Choosing an estimator for the density of states: broad histogram, collection matrix or visit counts

A lattice model of a surface or alloy is characterised at every temperature by its density of states g(E), the number of configurations at energy E, since Z(T) = Σ g(E) exp(−E/kB T). A Monte Carlo walk with weight 1/g(E) spends equal time at all energies, and that one walk can be read in three ways. Here each reading gets a price and a standard deviation on a model whose g is known exactly.

1. The relation

Take N spins. A proposal picks one spin at random and offers to flip it. It is symmetric: x is offered from x′ with the same probability 1/N as x′ from x. Let N(x, ΔE) be the number of spins whose flip changes the energy of configuration x by ΔE. Count the pairs (x, x′) joined by one flip, with x at E and x′ at E′ = E + ΔE. Counted from below they number g(E)⟨N(x, ΔE)⟩_E, and from above g(E′)⟨N(x′, −ΔE)⟩_E′, where ⟨ ⟩_E is the plain average over all configurations at E. With the mean proposal probability Q(E→E′) = ⟨N(x, ΔE)⟩_E / N,

g(E) Q(E→E′) = g(E′) Q(E′→E).   (1)

This is the broad-histogram relation (de Oliveira, Penna and Herrmann, 1996). Test it on the isotropic 32 × 32 ferromagnetic Ising lattice, periodic, energy −J s s′ per bond, N = 1024, ground energy E0. The 2 ground states each offer 1024 flips of +8J, and the 2048 states with one reversed spin each offer one flip of −8J. Those 2048 states each offer 4 flips of +4J, which makes 8192 pairs; the 4096 states with two adjacent reversed spins, at E0 + 12J, each offer 2 flips of −4J, again 8192.

The same sum works for any macrostate label, such as the particle number n in a grand-canonical run. Let π(x) be the unbiased distribution, Π(n) its sum over states with n particles, and P(n→n+1) the average over π(x | n) of proposal probability times unbiased acceptance probability. Summing detailed balance over all pairs gives

Π(n+1)/Π(n) = P(n→n+1)/P(n+1→n).   (2)

A fixed bias b(n) multiplies every state of macrostate n by the same number and leaves π(x | n) unchanged. The walk may therefore move with biased acceptances while the unbiased ones are collected. For non-interacting adsorbates on N sites at activity z, toggling a random site gives P(n→n+1) = (1 − n/N) min(1, z) and P(n+1→n) = ((n+1)/N) min(1, 1/z). The ratio z(N − n)/(n+1) is that of the binomial distribution. Equation (1) is (2) with uniform π and unbiased acceptance 1. Both need the walk to be in equilibrium under a fixed bias; a bias that changes quickly during collection lets the conditional averages lag.

2. A solvable version of the 32 × 32 lattice

Use helical boundaries, so that the end of each row joins the start of the next, and switch off the coupling between rows. The lattice becomes one ring of N = 1024 spins. This is a first model of buckled dimers on Si(001), whose tilt alternates along a dimer row; reversing the sign convention on every second site makes the coupling ferromagnetic. Assume J = 4.0 × 10⁻²¹ J (25 meV), used only to attach temperatures. The real surface orders below about 200 K (typical value) through the coupling between rows, whereas the ring has no transition, so every number below is the model's.

Call a bond with s_i s_(i+1) = −1 a wall. With k walls E = −J(N − 2k), k is even on a ring, and any even set of walls fixes the spins up to a global sign:

g(k) = 2 C(N, k).

A flip inverts two adjacent bonds. Let U(x) be the number of adjacent pairs with no wall (up moves, k → k+2) and D(x) the number with two walls (down moves). Drawing two bonds without replacement gives

⟨U⟩_k = (N−k)(N−k−1)/(N−1),   ⟨D⟩_k = k(k−1)/(N−1),

and ⟨U⟩_k/⟨D⟩_(k+2) = (N−k)(N−k−1)/[(k+1)(k+2)] = g(k+2)/g(k), as (1) demands. U and D fluctuate at fixed k, so the estimate is noisy.

The target is the dimensionless entropy difference ΔS = ln g(512) − ln g(k1) = ln C(1024, 512) − ln C(1024, k1), which ties a level k1 to the infinite-temperature end. Define η = 1 − 2k/N and w = 1 − η². For large N, level k is the typical one at the temperature where η = tanh(J/kB T). The window k1 … 512 holds M levels and M − 1 = Nη1/4 links between neighbouring levels.

3. Three estimators on one walk

The walk has weight 1/g(k), makes t attempts, rejects moves that leave the window, and accepts k → k′ with the heat-bath probability g(k)/[g(k) + g(k′)], which is 1/2 for k′ = k. Exact weights are granted; finding them is a cost common to all three. The probability per attempt of crossing a given link, starting from either of its levels, is p, with

1/p = N/⟨U⟩_k + N/⟨D⟩_(k+2),   and for large N p = w²/[8(1 + η²)].

H (visit histogram): correct the weights by ln(H_b/H_a), the log ratio of visits to the top level b and bottom level a.
B (broad histogram): average U(x) and D(x) over all visits to each level and sum ln(U_k/D_(k+2)) over links.
C (collection matrix): record only whether the one proposed flip was up or down. This is (2) with unbiased acceptance 1, and it also serves when the moves cannot be enumerated.

To first order the error of H or B is ε = (M/t) Σ f(x_t). For H, f_H is +1 on level b, −1 on level a and 0 elsewhere. For B, f_B = δU/⟨U⟩ − δD/⟨D⟩, with only the U term at a and only the D term at b. Let P be the transition matrix, Λ = 1 − P, and ⟨ , ⟩ the stationary inner product. For a reversible chain Var ε = (M²/t)[2⟨f, Λ⁻¹f⟩ − ⟨f, f⟩] at large t. The last term is of order N against N² (for H, 2M = 386 against 2.1 × 10⁶ in the window k1 = 128) and is dropped.

H against B. Let Φ be the sum of 1/p over the links below the current level. An up move occurs with probability pU/⟨U⟩ and raises Φ by 1/p, and likewise downwards, so PΦ − Φ = U/⟨U⟩ − D/⟨D⟩ inside the window. Including the two ends, f_H = f_B + ΛΦ. Because f_B averages to zero on each level, ⟨f_B, Φ⟩ = 0, and ⟨Φ, ΛΦ⟩ = (1/M) Σ 1/p. Hence

Var_H = Var_B + (M/t) Σ 2/p.   (3)

C against B. C adds the noise of choosing one site, with variance N/⟨U⟩ + N/⟨D⟩ per level, which regroups to 1/p per link. Its covariance with the B error is set by the mean jump of u = Λ⁻¹f_B across a link. That jump is proportional to the stationary sum of f_B over all levels above the link, which is zero. Hence

Var_C = Var_B + (M/t) Σ 1/p.   (4)

Write Var = (M/t) Σ s over links. One more quantity fixes all three.

4. How much of a level change survives

Solve Λu = f_H. Summing over all states above a link shows that the mean jump of u in an up move is 1/p on every link. Inside the window u has zero drift. Let q be the ratio of its mean jump in one up move to the difference of its equilibrium averages on the two levels. Those averages then rise by 1/(pq) per link, ⟨f_H, u⟩ = (1/M) Σ 1/(pq), and with (3) and (4)

s_H = 2/(pq),   s_C = (2 − q)/(pq),   s_B = 2(1 − q)/(pq).   (5)

A walk with no memory inside a level has q = 1 and s_B = 0. On the ring two freshly made walls sit side by side and often annihilate again, so q < 1.

For large N the heat-bath probability of flipping spin i is ½[1 − γ s_i(s_(i−1) + s_(i+1))/2], with γ = 2η/(1 + η²) at the current level. This is Glauber's rate (1963). For C_n = Σ_i s_i s_(i+n) it gives a drift per N attempts of −2C_n + γ(C_(n−1) + C_(n+1)), with C_0 = N. Form G = Σ_(n≥1) η^n C_n with η held at its local value. Since γ(η + 1/η) = 2 the terms cancel in sequence and leave γ(ηN − C_1), which vanishes because C_1 = N − 2k = ηN. So u is locally proportional to G.

For large N the bonds are independent with mean η, so ⟨C_n⟩ = Nηⁿ. One level up changes η by −4/N, and ⟨G⟩ by −4 Σ n η^(2n−1) = −4η/w². An actual up move changes C_n by −2 s_i(s_(i+n) + s_(i−n)); both adjacent bonds are satisfied, so the mean is −4η^(n−1) and G changes by −4η/w. The ratio is q = w. Therefore

s_H = 16(1 + η²)/w³,   s_C = 8(1 + η²)²/w³,   s_B = 16η²(1 + η²)/w³.

Replace the link sum by (N/4)∫dη and M by Nη1/4. With x = artanh η1,

Var = N² η1 I / t,
I_H = x/4 + sinh(2x)/4 + sinh(4x)/16,   I_C = I_H − η1/(2w1),   I_B = I_H − η1/w1.

All three deviations fall as t^(−1/2) and grow as N at fixed t; only the constant differs. These are leading orders in N. The 1/p part can be summed exactly: for k1 = 128, M Σ 1/p = 6.739 × 10⁵ against the leading 6.741 × 10⁵. Corrections to q are expected at relative order 1/k1, about 1 per cent, so costs are printed to two figures. The logarithm adds a bias of order σ², where σ² = Var, small beside σ when σ ≪ 1.

Λ⁻¹ also gives the round-trip time of a reversible walk, its end-to-end resistance: t_RT = M Σ 1/(pq), so Var_H = 2 t_RT/t. The formulas need t ≫ t_RT.

5. Work and memory

The unit of work is one site evaluation: read a spin and its neighbours and classify the flip. Counter additions are not charged. H and C cost 1 per attempt. B stores the class of each site and re-evaluates the 2 neighbours after each accepted flip. The acceptance rate is 2p + w/4 = w/[2(1 + η²)], the second term from wall hops, so B costs

c = 1 + w/(1 + η²) = 2/(1 + η²)

per attempt locally, and c̄ = 2 arctan(η1)/η1 on a flat walk. Work W and variance obey W σ² = K, with K = c̄ N² η1 I_B for B and N² η1 I for C and H. Work for a fixed σ grows as N² = L⁴ on an L × L lattice.

Flat is not the best use of time. If level k receives a fraction π_k of the attempts, Var = Σ s/(π_k t) and W = t Σ π_k c. Minimising the product gives π ∝ √(s/c) and K = (Σ √(sc))². Since s_B c = 32η²/w³,

K(B*) = 2N² (w1^(−1/2) − 1)²,   K(C*) = (N²/2)(2η1 w1^(−1/2) − arcsin η1)².

The star marks tuned time. In practice the range is cut into windows, flat inside, with unequal run lengths, and the starred values are the limit of many windows. Windows run for times proportional to their size leave K unchanged, because M and t shrink together. Locally s_C/(s_B c) = (1 + η²)²/(4η²) = 1/γ² ≥ 1, so with tuned time B never costs more than C on this model.

Memory is N spins plus, per level, 2 numbers for H (weight, visits) or 4 for B and C: 386 or 772 numbers for k1 = 128, and N class labels more for B.

The deterministic alternative adds one site at a time and keeps a count for each of the 2^L states of the advancing front and each of about 2N energy values, the number for a nearest-neighbour lattice with open ends. Work is about N × 2^L × 2N additions and memory 2N × 2^L numbers, with no statistical error. For L = 32 that is 2⁵³ = 9.0 × 10¹⁵ additions and, at 8 bytes each, 7.0 × 10¹³ bytes. Closing the lattice on itself costs a further factor of order 2^L, so these are lower figures. The ring itself needs none of this, since its g is a binomial; it serves as the yardstick for codes meant for models without a closed form.

6. Results for N = 1024

Table 1. Exact target and leading-order coefficients.

η1     k1    T (K)   M     ΔS        I_H     I_C     I_B      c̄      t_RT
1/2    256   527     129   133.808   0.748   0.415   0.0818   1.85   2.0 × 10⁵
3/4    128   298     193   323.557   2.63    1.77    0.917    1.72   1.0 × 10⁶
7/8    64    214     225   469.656   9.24    7.37    5.50     1.64   4.2 × 10⁶

Table 2. K = W σ² in units of 10⁵ site evaluations.

window   H     C     B      C*    B*
527 K    3.9   2.2   0.80   2.1   0.50
298 K    21    14    12     11    5.5
214 K    85    68    83     34    24

Table 3. σ of ΔS for a budget of 10⁸ site evaluations. A budget of 10¹⁰ divides each entry by ten.

window   H       C       B       C*      B*
527 K    0.063   0.047   0.028   0.046   0.022
298 K    0.14    0.12    0.11    0.10    0.074
214 K    0.29    0.26    0.29    0.18    0.15

An uncertainty σ in ln g is an uncertainty kB T σ in free energy. At 298 K, σ = 0.1 is 4.1 × 10⁻²² J for the cell, or 4.0 × 10⁻²⁵ J per dimer.

7. Choices

Stated accuracy, 298 K window. For σ = 0.1 the work K/σ² is 2.1 × 10⁸ for H, 1.4 × 10⁸ for C, 1.2 × 10⁸ for B, 1.1 × 10⁸ for C* and 5.5 × 10⁷ for B*. For σ = 0.01 each is a hundred times larger. B* is cheapest at both, by a factor 3.8 over H and 1.9 over C*. Counting one addition as one site evaluation, the deterministic count at L = 32 wins only below σ = 7.8 × 10⁻⁶. Since both costs carry L⁴, the break-even width solves 2 × 2^L = 0.524/σ², where 0.524 is K(B*)/N². For σ = 0.01 the count is cheaper up to L = 11.

Stated budget. At 10⁸ and 10¹⁰ evaluations B* is best in every window, giving σ = 0.074 and 0.0074 at 298 K. If only a single flat walk is available, B wins the 527 K window by a factor 2.7 in work over C, and C wins the 214 K window by a factor 1.2. They cross at η1 = 0.79. The 298 K gap of 1.1, and the gap between B and H at 214 K, are too small to survive a change in how counter additions are charged. Flat B loses at low temperature because it pays its dearest steps, c near 2, on hot levels where s_B is almost zero. H is never a clear best: by (3) and (4) C removes half of its excess variance at the same work. A budget of 10⁶ is about one round trip of the 298 K window, where the tables do not apply. Cutting into r similar windows shortens each round trip by about r² and one trip in all of them by about r, which restores the condition t ≫ t_RT.

Memory decides nothing among H, C and B. It excludes the deterministic count at L = 32 for any budget under tens of terabytes.

8. Carrying this to the isotropic lattice

With equal couplings in both directions the periodic 32 × 32 lattice has energies from −2NJ to +2NJ in steps of 4J, with the level next to each end empty, which leaves N − 1 = 1023 levels. Flips change E by 0, ±4J or ±8J. B and C keep a weight, a visit count and four class sums per level, 6138 numbers. Relation (1) then gives about two equations per unknown ln g, solved by weighted least squares and anchored by g(E0) = 2 or by Σ g = 2^N. B re-evaluates four neighbours per accepted flip, and mean heat-bath acceptance cannot exceed 1/2, so c ≤ 3.

Equations (3) to (5) were derived for moves between adjacent levels and do not carry over exactly to two jump sizes, but they give a guide. B repays its bookkeeping against C where 2(1 − q)c < 2 − q, that is q > 2(c − 1)/(2c − 1), which is q > 2/3 for c = 2 and q > 0.8 for c = 3. Where slow domain rearrangement makes q small, as expected near the ordering transition, the shared term s_B dominates all three estimators and their ratio in variance tends to 1. There the cheaper step of C should win, and the larger saving lies in giving those levels more time. A pilot run split into blocks gives the variance contributed by each window, and run lengths set in proportion to √(s/c) per level then follow.